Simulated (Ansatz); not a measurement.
**A film clamped to a substrate in P**

Computed with DFT r2SCAN, scalar-relativistic, plane waves, PAW in Ansatz 0.2.0. The runs took a 500 eV cutoff, a Γ-centred 8×1×6 mesh and Gaussian smearing (0.05 eV). No spin polarisation. Energies are free energies at this smearing, counted from the undisturbed cell; pressure is positive in compression.

Zero of the scan (as given, not relaxed at this level; it stands at 0.1 GPa; this form isn't the usual structure):

```
P
1.0
     3.28373    0.00000    0.00000
     0.00000   34.85703    0.00000
     0.00000    0.00000    4.63208
P
4
Direct
  0.00000 0.97026 0.59215
  0.00000 0.02974 0.40785
  0.50000 0.02974 0.09215
  0.50000 0.97026 0.90785
```

The cell holds layers and no dispersion correction was added, so their binding is poorly described.

The cell (4 atoms, V0 = 530.19 Å³) is strained by p along both x and y and by q along z, fractional coordinates fixed. τp = (1/V0) ∂E/∂p = (σxx + σyy)(1 + p)(1 + q) and τq = (1/V0) ∂E/∂q = σzz(1 + p)², with tension positive.

```
     p q  ΔE (meV/atom)  τp (GPa)  τq (GPa)
 0.000   0.000           0.00     -0.19     -0.11
-0.030   0.000          28.58     -2.18     -0.57
 0.030   0.000          15.78      1.40      0.25
 0.000  -0.030          11.14     -0.64     -0.80
 0.000   0.030           5.37      0.17      0.53
```

**Question.** Get the second derivatives of the energy density.

**Answer.** Central differences give A = ∂τp/∂p = 60 GPa (C11 + C22 + 2 C12), C = ∂τq/∂q = 22.2 GPa (C33) and the cross term B = ∂τq/∂p = 13.7 GPa (C13 + C23); ∂τp/∂q = 13.6 GPa must equal B, and any difference shows higher-order terms. Steps this large leave an error of some per cent of A or C in all of these, which can swamp a small B. The ions are clamped.

**Question.** A film of this crystal grows with z along the normal on a substrate that imposes p. How does its thickness respond, and what does the misfit cost?

**Answer.** Count p and q from the stress-free cell. A free surface needs τq = 0, so q = −(B/C) p = -0.62 p. The energy density left is (A − B²/C) p²/2 = M p², with the biaxial modulus M = 25.7 GPa; a misfit of 1 % costs 2.12 meV/atom, against 2.47 meV/atom if the thickness were held.

At p = 0.030 the energies along q are 16.9 (q = -0.030), 15.8 (q = 0.000), 29.2 (q = 0.030) meV/atom.

**Question.** Does the linear rule hold at this misfit?

**Answer.** A parabola through the lowest point and its neighbours has its minimum at q = -0.013, 14.5 meV/atom. With the stress left in the starting cell, τp0 and τq0, linear elasticity gives q = −(τq0 + Bp)/C = -0.014 and E = V0(τp0 p + τq0 q + Ap²/2 + Bpq + Cq²/2)/N = 15.8 meV/atom. The two agree within a tenth in energy.

Forces appear on the atoms along this scan, and letting them relax would lower the energy and soften the response.

The coordinates describe a single puckered phosphorene-like sheet, with y running through a wide vacuum, so the calculated response isn't that of a continuous three-dimensional crystal. The elastic constants in GPa are diluted by the empty volume and would change with the chosen cell height, whereas the energies per atom would hardly change if the same deformation were applied to the sheet.

The stiffness along y arises because fixed fractional coordinates stretch or compress the covalent bonds linking the two halves of the pucker. In a free sheet these bonds would recover their length and the vacuum would take up the strain, so the y contributions to A and B would essentially vanish rather than merely soften. The thickness response of -0.62 p therefore mixes genuine in-plane Poisson coupling with an imposed change of pucker height.

With z as the film normal, the sheets would stand upright on the substrate, which couldn't transmit strain across the empty gaps. The agreement with linear elasticity supports the fit to this constrained deformation, not a prediction for an epitaxial phosphorus film.
